\paragraph{1. Why $Y$ is a projection.} Atomic units; $|\alpha\rangle$ is the normalised primitive $r^lY_{lm}e^{-\alpha r^2}$ on the centre of the basis. With $v_\mu=\langle\mu|\alpha\rangle$,
\begin{equation}
Y(\alpha)=\mathbf v^{T}\mathbf S^{-1}\mathbf v=\langle\alpha|P|\alpha\rangle ,\qquad P=\sum_{\mu\nu}|\mu\rangle (S^{-1})_{\mu\nu}\langle\nu| .
\end{equation}
Since $P=P^\dagger=P^2$, $0\le Y\le1$, and $Y$ cannot fall when functions are added. At a free exponent $\mathbf v=\mathbf S\mathbf e_k$, so $Y=S_{kk}=1$. For one contracted function, $Y=(\mathbf{Sd})_k^2/\mathbf d^T\mathbf{Sd}<1$ at primitive $k$, with $\mathbf S$ now the primitive overlap. With the assumed STO-3G inputs for hydrogen (Slater exponent $\zeta=1.24$; exponents 3.42525, 0.623914, 0.168855 bohr$^{-2}$; $\mathbf d=0.154329, 0.535328, 0.444635$) this gives 0.366, 0.921 and 0.781.

\paragraph{2. The ripple.} Two primitives overlap as $[2\sqrt{ab}/(a+b)]^p=k(x)=\mathrm{sech}^p(x/2)$, with $x=\ln(a/b)$, $p=l+3/2$. For a basis of just two, of ratio $\beta=e^h$, the geometric mean has $\mathbf v\propto(1,1)$, an eigenvector of $\mathbf S$ with eigenvalue $1+k(h)$:
\begin{equation}
Y_2=\frac{2\,\mathrm{sech}^{2p}(h/4)}{1+\mathrm{sech}^p(h/2)}=1-\frac{p(p+1)}{512}h^4+\dots
\end{equation}
In a larger set $Y_2$ is a lower bound: uncontracted STO-3G has $Y\ge0.9519$ and $Y\ge0.9815$ at its midpoints ($\beta=5.490$ and 3.695). For an even-tempered set the infinite sequence is the upper bound. There $\mathbf S$ is diagonal in the frequency $\omega$ conjugate to $x$, with $\hat k(\omega)=2^p|\Gamma(p/2+i\omega)|^2/\Gamma(p)$. If $\mathcal E$ and $\mathcal O$ sum $\hat k(\omega+2\pi m/h)$ over even and odd $m$, the midpoint gives
\begin{equation}
1-Y_\infty=\frac1{2\pi}\int_{-\pi/h}^{\pi/h}\frac{4\mathcal{EO}}{\mathcal E+\mathcal O}\,d\omega\approx\frac{2^{p+1}}{\Gamma(p)}\Big(\frac\pi h\Big)^{p-1}e^{-\pi^2/h}.
\end{equation}
The last step uses $|\Gamma(p/2+i\omega)|^2\approx2\pi\omega^{p-1}e^{-\pi\omega}$, which makes the integrand $2\hat k(\pi/h)\,\mathrm{sech}(\pi\delta)$ at distance $\delta$ from either limit. The leading relative correction is $+(p-1)h/\pi^2$. For $s$ functions with $\beta=4$ it is 7 per cent, and $1-Y_\infty\approx0.008$ against $1-Y_2=0.0230$.

\paragraph{3. Solvable model.} For $H=-\tfrac12\nabla^2-Z/r$, substitution shows $He^{-Zr}=-\tfrac12Z^2e^{-Zr}$, and the nodeless function is the ground state. Gaussian integrals give
\begin{equation}
H_{ab}=S_{ab}\Big[\frac{3ab}{a+b}-2Z\sqrt{\frac{a+b}{\pi}}\Big].
\end{equation}
Set $Z=1$, so the error is $\Delta=E+\tfrac12\,E_h$. The mismatch with $\zeta=1.24$ is the point of the model: it represents an environment whose radial scale differs from that frozen into the contraction. A contraction to the $Z=1$ eigenvector would lose nothing here.

\paragraph{4. How the error falls.} \emph{Full contraction.} As more primitives fit $e^{-\zeta r}$, $E\to\zeta^2/2-Z\zeta$, so $\Delta\to(\zeta-Z)^2/2=28.8$ m$E_h$, which further primitives cannot remove.

\emph{Free even-tempered set.} From
\begin{equation}
e^{-r}=\frac{1}{2\sqrt\pi}\int_0^\infty a^{-3/2}e^{-1/(4a)}e^{-ar^2}\,da
\end{equation}
and the normalisation factor $a^{3/4}$, the $1s$ state has weight $w\propto a^{-5/4}e^{-1/(4a)}$ per unit $\ln a$. Its transform has modulus $\propto|\Gamma(5/4+i\omega)|$, which falls as $e^{-\pi\omega/2}$ up to a power, so the spectral weight $\hat k|\hat w|^2$ falls as $e^{-2\pi\omega}$. The discretisation error, set at $\omega=\pi/h$, scales as $e^{-2\pi^2/h}$ up to powers: the square of the ripple, which therefore overstates the damage to a smooth orbital. The kinetic kernel has $p+1$ for $p$ and the same exponential. Cutting the tight end costs $w^2a\propto a_{\max}^{-3/2}$ in energy, so at fixed $\beta$ successive gains shrink by $\beta^{3/2}$, down to a floor set by ripple and diffuse end. The diffuse weight dies doubly exponentially in $\ln a$, hence $a_{\max}\sim e^{Nh}$ to leading order. Balancing $2\pi^2/h=3Nh/2$,
\begin{equation}
h=\frac{2\pi}{\sqrt{3N}},\qquad \Delta\sim e^{-\pi\sqrt{3N}},
\end{equation}
without the power-law prefactor.

\paragraph{5. How the cost grows.} The model has no two-electron integrals, so costs are counted for a Hartree--Fock calculation on $M$ centres with $K$ primitive and $N$ contracted $s$ functions each, unscreened, with stored integrals. For $n$ functions there are $n(n+1)/2$ pairs, and the unique pairs of pairs tend to $n^4/8$. In units of $M^4/8$, integral work is $K^4$ primitive quartets, while memory and the reads per Fock build are $N^4$. Diagonalisation, of order $(NM)^3$, is of lower order. Contraction thus saves memory and iteration work, and no primitive integrals. For free sets the error law gives $N^4\propto[\ln(1/\Delta)]^8$ asymptotically.

\paragraph{6. Table.} C is contracted STO-3G, S frees its diffuse primitive, U frees all three. E$N$ has exponents $4^j/8$, $j=0,\dots,N-1$, chosen round and unoptimised. $\Delta$ is the model's, from the lowest root of $\mathbf{Hc}=E\mathbf{Sc}$.
\begin{center}
\begin{tabular}{lccccc}
set & $K$ & $N$ & work $K^4$ & memory $N^4$ & $\Delta$/m$E_h$\\ \hline
C & 3 & 1 & 81 & 1 & 33.4\\
S & 3 & 2 & 81 & 16 & 4.54\\
U & 3 & 3 & 81 & 81 & 4.26\\
E3 & 3 & 3 & 81 & 81 & 6.46\\
E4 & 4 & 4 & 256 & 256 & 1.29\\
E5 & 5 & 5 & 625 & 625 & 0.58
\end{tabular}
\end{center}
The gains E3$\to$E4 and E4$\to$E5 stand in the ratio 7.3, near the asymptotic $4^{3/2}=8$. Continuing the sequence levels off at about 0.5 m$E_h$.

\paragraph{7. Choice.} For $\Delta\le40$ m$E_h$ take C. For 5 m$E_h$ take S: one freed primitive lowers the error 7.4-fold, while U needs 5.1 times the memory of S for a further 0.28 m$E_h$. For 2 m$E_h$ take E4, at 3.2 times the cost of U, and for 1 m$E_h$ take E5, at another factor 2.4. No member of this sequence reaches 0.4 m$E_h$; $\beta$ and the diffuse end must then be changed. Within a memory budget of 20 units S is best; within 100 units of both work and memory U, which dominates E3; within 300 units E4. A profile of unity at every primitive is worth little by itself: S gives it up at both tight exponents and loses only those 0.28 m$E_h$, whereas the tight exponent 8 bohr$^{-2}$ takes E3 from 6.46 to 1.29 m$E_h$ in this model.